# The Frank model at fixed feed: closed solution, and why linear autocatalysis does not amplify an excess

## Statement

**Model.** Two mirror-image species L and D form from an achiral feed A. Each catalyses its own formation, and the two remove each other as an inert product P:

$$\mathrm{A+L\to 2L},\qquad \mathrm{A+D\to 2D},\qquad \mathrm{L+D\to P}.$$

The reactor is well mixed and open to A, whose number density $a$ is held fixed. The scheme goes back to Frank (1953). With mass-action rates, $L$ and $D$ denoting number densities and a prime denoting $d/dt$,

$$L'=\lambda L-k_mLD,\qquad D'=\lambda D-k_mLD,\qquad \lambda\equiv ka>0. \tag{1}$$

**Conventions.** Densities are in nm$^{-3}$, $k$ and $k_m$ in nm$^3$ s$^{-1}$, and each L + D event removes one molecule of each kind. We write $\delta=L-D$, $s=L+D$, $u=\ln(L/D)$ and $\tau=\lambda t$. The enantiomeric excess is $\eta=\delta/s=\tanh(u/2)$, so $|\eta|\le 1$. L is the majority species, $\eta_0>0$; a subscript 0 marks $t=0$.

**Result.** The solution of (1) is

$$L-D=(L_0-D_0)\,e^{\lambda t}, \tag{2}$$

$$\frac{L}{D}=\frac{L_0}{D_0}\exp\!\left[\frac{k_m(L_0-D_0)}{\lambda}\left(e^{\lambda t}-1\right)\right]. \tag{3}$$

For $k_m>0$ let $s^*=2\lambda/k_m$, and let $\sigma=k_ms_0/2\lambda$, which equals $s_0/s^*$. Then

$$\eta(\tau)=\tanh\!\left[\operatorname{artanh}\eta_0+\sigma\eta_0\left(e^{\tau}-1\right)\right]. \tag{4}$$

For $k_m>0$ every nonzero excess grows to $\eta\to1$. For $k_m=0$ the excess is conserved, $\eta(t)=\eta_0$, however long the autocatalysis runs.

**Setting for the numbers.** The reactor is abstract, all inputs are illustrative, and all numbers below are the model's. Take $\eta_0=10^{-6}$ and $s_0=10^{-3}$ nm$^{-3}$, so $\delta_0=10^{-9}$ nm$^{-3}$. Take $\lambda=\nu\,e^{-E_a/k_BT}$ with a typical prefactor $\nu=10^{13}$ s$^{-1}$, an assumed barrier $E_a=0.90$ eV and $T=300$ K. Then $k_BT=0.025852$ eV, $E_a/k_BT=34.81$, $\lambda=7.60\times10^{-3}$ s$^{-1}$ and $1/\lambda=132$ s. Three cases are compared: $\sigma=0$, $\sigma=0.01$ ($k_m=0.152$ nm$^3$ s$^{-1}$, $s^*=0.1$ nm$^{-3}$) and $\sigma=1$ ($k_m=15.2$ nm$^3$ s$^{-1}$, $s^*=s_0$).

## A wrong attempt

**The argument in this section is wrong, and its result (W4) is false.** It claims that autocatalysis alone amplifies the excess.

**(W1)** The L + D step looks like a mere loss, so drop it: $L'=\lambda L$, $D'=\lambda D$.

**(W2)** Subtract the two equations: $\delta'=\lambda\delta$, hence $\delta=\delta_0e^{\tau}$. The lead of L over D grows exponentially.

**(W3)** The reactor runs under fixed conditions, so refer the lead to the total $s_0$ that it holds:
$$\eta_{\rm w}(\tau)=\frac{\delta}{s_0}=\eta_0e^{\tau}.$$

**(W4)** The mixture is pure L when $\eta_{\rm w}=1$, at $\tau_{\rm w}=\ln(1/\eta_0)=13.82$, that is after $1.82\times10^{3}$ s. Mutual removal is not needed.

## The symptom

The formula of (W3) does not stop at unity. It gives $\eta_{\rm w}=3.269$ at $\tau=15$, although $|L-D|\le L+D$ for any two non-negative densities. The minority density implied by it is

$$D_{\rm w}=\tfrac12 s_0\left(1-\eta_0e^{\tau}\right),$$

which passes through zero at $\tau_{\rm w}$ and equals $-1.13\times10^{-3}$ nm$^{-3}$ at $\tau=15$.

The contradiction is present from the first instant. The slope of $D_{\rm w}$ is $-\lambda\delta/2$, which is negative, while (W1) says $D'=+\lambda D$, which is positive. Once $k_m$ is dropped, no reaction consumes D, and a species that is only ever produced cannot die out.

## The faulty line

(W1) is a legitimate special case and (W2) is exact. The fault is (W3). What the reactor holds fixed is the feed $a$, not the product total $s$. Adding the two equations of (W1) gives $s'=\lambda s$, so $s=s_0e^{\tau}$. Numerator and denominator carry the same factor:

$$\eta=\frac{\delta_0e^{\tau}}{s_0e^{\tau}}=\eta_0 .$$

The slip confuses the growth of a difference with the growth of a fraction.

The line cannot be saved by adding an outflow that keeps $s$ constant. An outflow that does not tell L from D adds $-\phi L$ and $-\phi D$. Constant $s$ requires $\phi=\lambda$, and then $\delta'=(\lambda-\phi)\delta=0$, so (W2) is lost instead. In general, if $L'=g(t)L$ and $D'=g(t)D$ with one common function $g$, then $u'=g-g=0$. This covers depletion of the feed, saturation and dilution alike. A rate per molecule that is the same for both species cannot change their ratio.

## The mended calculation

**Difference.** The term $k_mLD$ is common to both equations (1) and cancels on subtraction. Thus $\delta'=\lambda\delta$ for any $k_m$, which gives (2).

**Ratio.** Divide each equation by its own density:
$$u'=\frac{L'}{L}-\frac{D'}{D}=(\lambda-k_mD)-(\lambda-k_mL)=k_m\delta. \tag{5}$$
Here it is the autocatalytic term that cancels. The minority suffers the larger loss rate per molecule, $k_mL$ against $k_mD$, because it meets more opponents. Inserting (2),
$$u(t)=u_0+k_m\delta_0\int_0^te^{\lambda t'}dt'=u_0+\frac{k_m\delta_0}{\lambda}\left(e^{\lambda t}-1\right),$$
which is (3). With $\eta=\tanh(u/2)$, $u_0/2=\operatorname{artanh}\eta_0$ and $k_m\delta_0/2\lambda=\sigma\eta_0$, (4) follows.

**Densities.** From $L-D=\delta$ and $L/D=e^u$,
$$L=\frac{\delta}{1-e^{-u}},\qquad D=\frac{\delta}{e^{u}-1},\qquad s=\delta\coth\frac u2 .$$
Both densities stay positive at all finite times. For $k_m>0$, $u$ grows like $e^{\tau}$, so $D$ finally vanishes as the exponential of an exponential while $L\to\delta$.

**Equation for the excess.** Since $d\tanh(u/2)=\tfrac12(1-\eta^2)\,du$ and $\delta=s\eta$, (5) becomes
$$\eta'=\tfrac12k_m\,s\,\eta\,(1-\eta^2). \tag{6}$$
The rate is proportional to $k_m$ and does not contain $\lambda$. It vanishes identically for $k_m=0$. Autocatalysis acts on $\eta$ only by sustaining $s$, whose equation is
$$s'=\lambda s-2k_mLD=\lambda s-\tfrac12k_ms^2(1-\eta^2). \tag{7}$$

**Why the wrong formula can look right.** For $\eta\ll1$, (7) is logistic and drives $s$ to $s^*=2\lambda/k_m$. At $s=s^*$, (6) reduces to $\eta'\simeq\lambda\eta$, the growth law of (W3). Equivalently, the racemic fixed point $L=D=\lambda/k_m$ has the Jacobian
$$J=\begin{pmatrix}0&-\lambda\\-\lambda&0\end{pmatrix},$$
with eigenvalue $-\lambda$ along $(1,1)$ and $+\lambda$ along $(1,-1)$: it is a saddle. The growth rate of the excess there equals $\lambda$ and is free of $k_m$, which tempts one to credit autocatalysis alone. But the constant denominator assumed in (W3) is the work of the L + D step, and as $k_m\to0$ the saddle recedes to infinite density. For $\sigma=1$, (4) is $\eta=\tanh(\eta_0e^{\tau})$ up to a shift of order $\eta_0^3$ in the argument, and (W3) is the first term of its expansion.

**Time to a given excess.** Solving (4),
$$\tau(\eta)=\ln\!\left[1+\frac{\operatorname{artanh}\eta-\operatorname{artanh}\eta_0}{\sigma\eta_0}\right]\simeq\ln\frac{\operatorname{artanh}\eta}{\sigma\eta_0}, \tag{8}$$
the last form holding when $\operatorname{artanh}\eta$ is far larger than both $\eta_0$ and $\sigma\eta_0$. The time diverges as $\ln(1/k_m)$ when $k_m\to0$.

**Cost in material.** Feed is consumed at the rate $\lambda s$. By (5), $\lambda\,dt=\lambda\,du/(k_m\delta)=s^*du/(2\delta)$, so
$$\int_0^t\lambda s\,dt'=\frac{s^*}{2}\int_{u_0}^{u}\coth\frac{u'}{2}\,du'=s^*\ln\frac{\sinh(u/2)}{\sinh(u_0/2)},\qquad \sinh\frac u2=\frac{\eta}{\sqrt{1-\eta^2}}. \tag{9}$$
Amplification is paid for by discarding racemic pairs.

## Size of the error

The table lists the excess from (W3) and from (4) for $\eta_0=10^{-6}$. The third row is taken at $\tau_{\rm w}=\ln10^{6}$ exactly.

| $\tau$ | wrong, (W3) | $\sigma=0$ | $\sigma=0.01$ | $\sigma=1$ |
|---|---|---|---|---|
| 5 | $1.484\times10^{-4}$ | $10^{-6}$ | $2.474\times10^{-6}$ | $1.484\times10^{-4}$ |
| 10 | 0.02203 | $10^{-6}$ | $2.213\times10^{-4}$ | 0.02202 |
| $\tau_{\rm w}$ | 1 | $10^{-6}$ | 0.01000 | 0.7616 |
| 15 | 3.269 | $10^{-6}$ | 0.03268 | 0.9971 |
| 20 | 485.2 | $10^{-6}$ | 0.9999 | 1.000 |

**The case the attempt addresses, $k_m=0$.** The error factor is $\eta_{\rm w}/\eta=e^{\tau}$. At $\tau_{\rm w}$ the attempt reports a pure product, while the excess is still $10^{-6}$: too high by a factor $10^{6}$. The true total would by then be $s_0e^{\tau_{\rm w}}=10^{3}$ nm$^{-3}$, one molecule per cubic angstrom. No dilute reactor reaches this; the assumption of fixed $a$ fails long before, and by the argument with the common factor $g(t)$ the excess is still $\eta_0$ when it does.

**Carrying (W3) over to $k_m>0$.** At $\tau_{\rm w}$ the wrong value exceeds the true one by a factor 100 for $\sigma=0.01$ and 1.31 for $\sigma=1$. For the target $\eta=0.99$, where $\operatorname{artanh}0.99=2.647$, (W3) gives $\tau=13.81$. Equation (8) gives $\tau=14.79$ ($1.95\times10^{3}$ s) for $\sigma=1$ and $\tau=19.39$ ($2.55\times10^{3}$ s) for $\sigma=0.01$, and no finite time for $\sigma=0$. The wrong time is short by 0.98 in $\tau$, or 6.6 per cent, in the first case, and by 5.59, or 29 per cent, in the second. A hundredfold reduction of $k_m$ delays the transition by $\ln100=4.61$ only. This weak dependence is why the role of $k_m$ is easily overlooked.

**Densities and yield.** Equations (2) and (3) combine to $\delta=\delta_0+s^*(u-u_0)/2$. At $\eta=0.99$ this gives $s=\delta/\eta=2.67\,s^*$ in both cases, that is $2.67\times10^{-3}$ nm$^{-3}$ for $\sigma=1$ and 0.267 nm$^{-3}$ for $\sigma=0.01$. From (9), with $\sinh(u/2)=7.018$ and $\sinh(u_0/2)=10^{-6}$, the feed consumed is $15.76\,s^*$. For $\sigma=1$ the balance $s_0+15.76\,s^*-s$ shows that $14.09\,s^*$ of L and D have gone into P, and 16 per cent of all chiral molecules ever present survive. The wrong attempt reaches purity with no such loss.

**In energy terms.** For an ideal dilute mixture, $\mu_L-\mu_D=k_BT\,u$. At 300 K this is $5.17\times10^{-8}$ eV at the start and 0.137 eV at $\eta=0.99$. With $k_m=0$ it keeps its initial value.

## Terms left out

**Outflow.** A constant unselective outflow $\phi$ replaces $\lambda$ by $\lambda-\phi$ in (2) and (3). If $\phi>\lambda$, $u$ rises by at most $k_m\delta_0/(\phi-\lambda)$ and purity is never reached. The statement that every excess grows to unity therefore needs $\phi\le\lambda$; at equality $u$ grows linearly as $k_m\delta_0t$.

**Interconversion.** A step L $\rightleftharpoons$ D with rate constant $r$ each way adds $-2r\eta$ to (6) and turns $\lambda$ into $\lambda-2r$ in (2). Near the saddle the excess then grows only if $2r<\lambda$. For $k_m=0$ it decays as $e^{-2rt}$.

**Counting noise.** In a finite volume let $\Delta=N_L-N_D$ and $N=N_L+N_D$ be molecule numbers. $\Delta$ changes by $+1$ at rate $\lambda N_L$, by $-1$ at rate $\lambda N_D$, and not at all in an L + D event. The mean rate of change of $\Delta^2$ per unit $\tau$ is $N_L(2\Delta+1)+N_D(1-2\Delta)=2\Delta^2+N$, while $\langle\Delta\rangle^2$ grows at the rate $2\langle\Delta\rangle^2$. Hence $d\,\mathrm{Var}\Delta/d\tau=2\,\mathrm{Var}\Delta+\langle N\rangle$, and for a sharp initial state
$$e^{-2\tau}\,\mathrm{Var}\Delta=\int_0^{\tau}\langle N\rangle\,e^{-2\tau'}d\tau' .$$
For $k_m=0$, $\langle N\rangle=N_0e^{\tau}$ and the integral tends to $N_0$. For $\sigma=1$, $N\simeq N_0$ during the few units of $\tau$ that contribute, and it tends to $N_0/2$. The noise thus acts as a random shift of $\eta_0$ with standard deviation $N_0^{-1/2}$ or $(2N_0)^{-1/2}$, to leading order in $1/N_0$. A volume of $10^{21}$ nm$^3$ holds $N_0=10^{18}$, and the shifts are $10^{-9}$ and $7.1\times10^{-10}$, negligible against $10^{-6}$. For $k_m=0$ the shift equals $\eta_0$ at $N_0=10^{12}$, a cube of edge $10^{5}$ nm. In smaller well-mixed volumes the noise outweighs the prepared excess: with $k_m>0$ it selects which species wins, and with $k_m=0$ it leaves a frozen random excess of order $N_0^{-1/2}$ that does not grow further.